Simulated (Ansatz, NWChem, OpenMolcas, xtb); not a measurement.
## Ligand exchange: CH3Br + SiH4 → SiH3(CH3) + HBr

Species: CH3Br (bromomethane) `CBr`, singlet; SiH4 (silane) `[SiH4]`, singlet; SiH3(CH3), singlet; HBr (hydrogen bromide), singlet. The partners trade Br for SiH3: C–Br and H–SiH3 bonds give way to C–SiH3 and H–Br.

Shapes, held fixed at every level: PBE0-D4/def2-TZVP. Programs: Ansatz 0.2.0, NWChem 7.3.0, OpenMolcas 26.06, xtb 6.7.1. A level may come from different programs for different species; with the same settings they agree closely. The zero-point and thermal change to 298 K, harmonic and unscaled (PBE0-D4/def2-TZVP), is -2.5 kJ/mol.

(1) Estimate ΔH(298 K) of this reaction.

Answers

(1) The highest level, CCSD(T)/def2-TZVPP, gives ΔH(298 K) = -56.6 kJ/mol; the levels span -61.0 to +1.0. They disagree on the sign: 1 of 9 are positive. The column of differences is taken from that level and isn't an error. No measured value is set beside it here. Relativity is left out for Br unless named. Correlated rows may include outer-core shells of Br, which these sets cover unevenly.

```tsv
level	kind	ΔH(298 K) (kJ/mol)	less CCSD(T)/def2-TZVPP
GFN2-xTB	semi-empirical	+1.0	+57.6
HF/def2-TZVPP	Hartree–Fock	-50.0	+6.6
PBE-D4/def2-TZVPP	GGA	-56.7	-0.1
r2SCAN-D4/def2-TZVPP	meta-GGA	-60.1	-3.5
B3LYP/6-31G* (spherical functions)	global hybrid	-37.9	+18.7
B3LYP-D4/def2-TZVPP	global hybrid	-54.8	+1.8
r2SCAN0-D4/def2-TZVPP	global hybrid	-61.0	-4.4
wB97M-V/def2-TZVPP	range-separated hybrid	-59.2	-2.6
CCSD(T)/def2-TZVPP	coupled cluster or CI	-56.6	0.0
```

The exchange is clearly exothermic, at -56.6 kJ/mol with coupled cluster, and every density functional and Hartree–Fock agree on the sign. The driving force lies mainly with bromine: the C–Br bond is weak, and H–Br is considerably stronger because the compact hydrogen 1s orbital overlaps well with bromine and brings none of the repulsion of a methyl group. On the silicon side little is gained or lost, since Si–H and Si–C bonds are of similar strength.

Hartree–Fock already gives -50.0 kJ/mol, as expected when the number and type of electron pairs are conserved and much of the correlation energy cancels. B3LYP moves from -54.8 to -37.9 kJ/mol in the small basis, probably because 6-31G* lacks polarization functions on hydrogen and so describes HBr poorly. The positive GFN2-xTB value is no sound evidence for an endothermic reaction. A favourable enthalpy says nothing about the rate, and direct exchange between these closed-shell molecules may face a high barrier.
